Edges in position, tails in momentum: five states of an electron in a 100 nm slit

We follow one transverse coordinate x of an electron that has just left a slit of width a = 100 nm centred on x = 0. The convention is

φ(p) = (2πħ)^(−1/2) ∫ ψ(x) exp(−ipx/ħ) dx,

with the inverse carrying the opposite sign in the exponent. I write k = p/ħ and u = ka/2, and use ħ²/2m = 0.03810 eV nm² for the free electron.

First, the norm. Write ∫|φ|² exp(−ηp²) dp as a double integral over x and x′. The p integral gives (4πηħ²)^(−1/2) exp(−(x−x′)²/(4ηħ²)), a Gaussian of unit area that shrinks to a point as η → 0. Hence ∫|φ|² dp = ∫|ψ|² dx, Plancherel's theorem. Second, the derivative. If ψ is continuous, piecewise smooth and vanishes at infinity, one integration by parts shows that −iħ dψ/dx transforms into pφ(p). Multiplication by p is thus −iħ d/dx in position space, and both facts together give ⟨p²⟩ = ħ² ∫|ψ′|² dx.

Now the tails. Let ψ and its first n−1 derivatives be continuous, and let the n-th derivative jump by J_j at points x_j. Derivative n+1 then contains the terms J_j δ(x−x_j), and its transform is (ik)^(n+1) φ. The piecewise smooth remainder has a transform that decays at large k, so

φ ≈ (2πħ)^(−1/2) Σ_j J_j exp(−ikx_j) / (ik)^(n+1).

The cross terms in |φ|² oscillate. Averaged over them, |φ|² ≈ Σ|J_j|² / (2πħ k^(2n+2)), and integrating over both tails with dp = ħ dk gives the probability of |k| > K:

W(K) ≈ Σ|J_j|² / (π (2n+1) K^(2n+1)).

Jumps (n = 0) give a p^(−2) envelope, kinks (n = 1) give p^(−4). The moment ⟨|p|^s⟩ is finite only for s < 2n+1.

Here are the states, with w(u) the probability density in u, so that w du = |φ|² dp.

Top-hat, ψ = a^(−1/2) inside the slit: a plane wave cut by an ideal mask. w = (1/π) sin²u/u², Σ|J|² = 2/a.

Trapezoid: each edge becomes a linear ramp of width d centred on ±a/2. This is the top-hat convolved with a box of width d, so w = sin²u/u² × sin²(εu)/(εu)² / (π(1−ε/3)) with ε = d/a. The height squared is 1/(a−d/3) and the slope on each ramp is the height over d, so ⟨k²⟩ = 2/(d(a−d/3)). Four kinks give Σ|J|² = 4/(d²(a−d/3)). I take d = 1 nm and d = 10 nm as model inputs.

Cosine, ψ = (2/a)^(1/2) cos(πx/a): the lowest mode of a hard-walled channel, suddenly released. w = (π/2) cos²u/(π²/4−u²)², ⟨k²⟩ = π²/a², Σ|J|² = 4π²/a³.

Cosine squared, ψ = (8/(3a))^(1/2) cos²(πx/a): value and slope vanish at the edges and only ψ″ jumps, so n = 2. w = (2π³/3) sin²u/(u²(π²−u²)²), ⟨k²⟩ = 4π²/(3a²), Σ|J|² = 64π⁴/(3a⁵).

For the comparison I choose K = 20π/a = 0.628 nm⁻¹, that is u = 10π, ten times the first zero of the top-hat pattern and a transverse energy of 15.0 meV. T is ħ²⟨k²⟩/2m. "Integrated" means w integrated over |u| > 10π, and "formula" means the asymptotic W(K).

state              n   tail    T (μeV)    W integrated   W formula
top-hat            0   p^−2    infinite   1.01×10⁻²      1.01×10⁻²
trapezoid, 1 nm    1   p^−4    765        7.15×10⁻³      1.72×10⁻²
trapezoid, 10 nm   1   p^−4    78.8       1.43×10⁻⁴      1.77×10⁻⁴
cosine             1   p^−4    37.6       1.70×10⁻⁵      1.69×10⁻⁵
cosine squared     2   p^−6    50.1       1.36×10⁻⁷      1.35×10⁻⁷

Take the three states whose only length is a. With U = Ka/2 the formula becomes 1/(πU), π/(6U³) and 2π³/(15U⁵). Each added order of smoothness brings a factor 1/U² times a pure number, here π²/6 for the first step and 4π²/5 for the second. That is the steep fall of the last column. The energy does not follow it: T measures the squared slope over the whole profile, and the cosine squared, narrower in the middle, has 4/3 of the cosine's value despite the thinner tail.

Question: The formula fails badly for the trapezoids. Why?

Because they have a second length. The two kinks of one ramp have opposite signs and lie d apart, so their cross term oscillates with period 2π/d in k. Dropping it needs Kd ≫ 1. For d = 1 nm, Kd = 0.63: the two kinks nearly cancel at leading order, the electron sees a jump, the factor sin²(εu)/(εu)² is close to one, and the density at K is still nearly that of the top-hat. The p^(−4) law sets in only beyond k of a few times 1/d, which trims the far tail and leaves 7.15×10⁻³. For d = 10 nm, Kd = 6.3, and K sits on the first zero of the edge factor, so the integral starts in a dip and falls short of the averaged estimate.

Question: How does the energy blow up as the edge sharpens?

As 1/d. The squared slope goes as 1/d² and acts over a length 2d. Between our two ramps the ratio of energies is 9.7, slightly under ten because of the normalisation a−d/3. The same divergence shows in momentum space. For the top-hat u²w = sin²u/π does not decay, and the part of T coming from |k| < K is (ħ²/2m)(4/(πa²))(U − sin(2U)/2). At U = 10π this is 152 μeV, and it grows linearly with the cut-off.

Question: But inside the slit ψ′ = 0, and outside too. Isn't ⟨p²⟩ zero?

That overlooks the edges. There ψ′ contains two delta functions, which are not square integrable, so the top-hat lies outside the domain of the momentum operator. The state is still normalised and φ is a proper amplitude: the central lobe |u| < π holds (2/π) Si(2π) = 0.903 of the probability, with Si the sine integral. Only moments fail. With n = 0 the condition is s < 1, so even ⟨|p|⟩ diverges, logarithmically, and ⟨p⟩ = 0 holds only as a symmetric limit. The position spread is a/√12 = 28.9 nm and Δp is infinite.

Question: The cosine is an energy eigenstate of the channel. How can ⟨p⁴⟩ be infinite?

It is an eigenstate of the Hamiltonian with walls, which acts on functions on the interval that vanish at its ends. The p⁴ defined by φ belongs to the whole line, where ψ″ has delta functions at the kinks. After release the mean energy is still 37.6 μeV, but its variance diverges, since s = 4 violates s < 3. That mean is also the lowest possible for any state confined to width a, by the variational principle for the channel.

Question: Where would one see these distributions?

In free flight φ only gains the phase exp(−ip²t/(2mħ)), so |φ|² is frozen. At late times stationary phase gives |ψ(x,t)|² → (m/t)|φ(mx/t)|², and a screen maps k onto the angle θ = k/k₀. Take a 600 eV beam as input. Then k₀ = 125.5 nm⁻¹ and λ = 2π/k₀ = 0.0501 nm; the neglected relativistic correction to k₀ is E/(4mc²) = 2.9×10⁻⁴ in relative terms. The screen must be much farther than a²/λ = 0.20 mm. The first zeros lie at u = π for the top-hat and both trapezoids, 3π/2 for the cosine and 2π for the cosine squared, because in the last two the denominators cancel the earlier zeros of the numerators. These are 0.50, 0.75 and 1.00 mrad, and K is 5.0 mrad. Smoothing the whole profile widens the core while it thins the tail. For the top-hat the x^(−2) tail on the screen makes the position variance infinite at every later time.

Question: Does the slit then hand the electron infinite energy?

No. The one-dimensional description assumes k ≪ k₀, with the transverse energy taken from the forward motion, and no propagating wave has k above k₀. Cutting the top-hat expression there gives (ħ²/2m) 2k₀/(πa), about 30 meV out of 600 eV. This is an order of magnitude only, since the small-angle treatment fails near the cut-off. An edge rounded over a nanometre stops the growth much earlier, at the 765 μeV of the table. The top-hat describes the pattern well for k ≪ 1/d, and it is the second moment, which weights the far tail, that depends on the edge.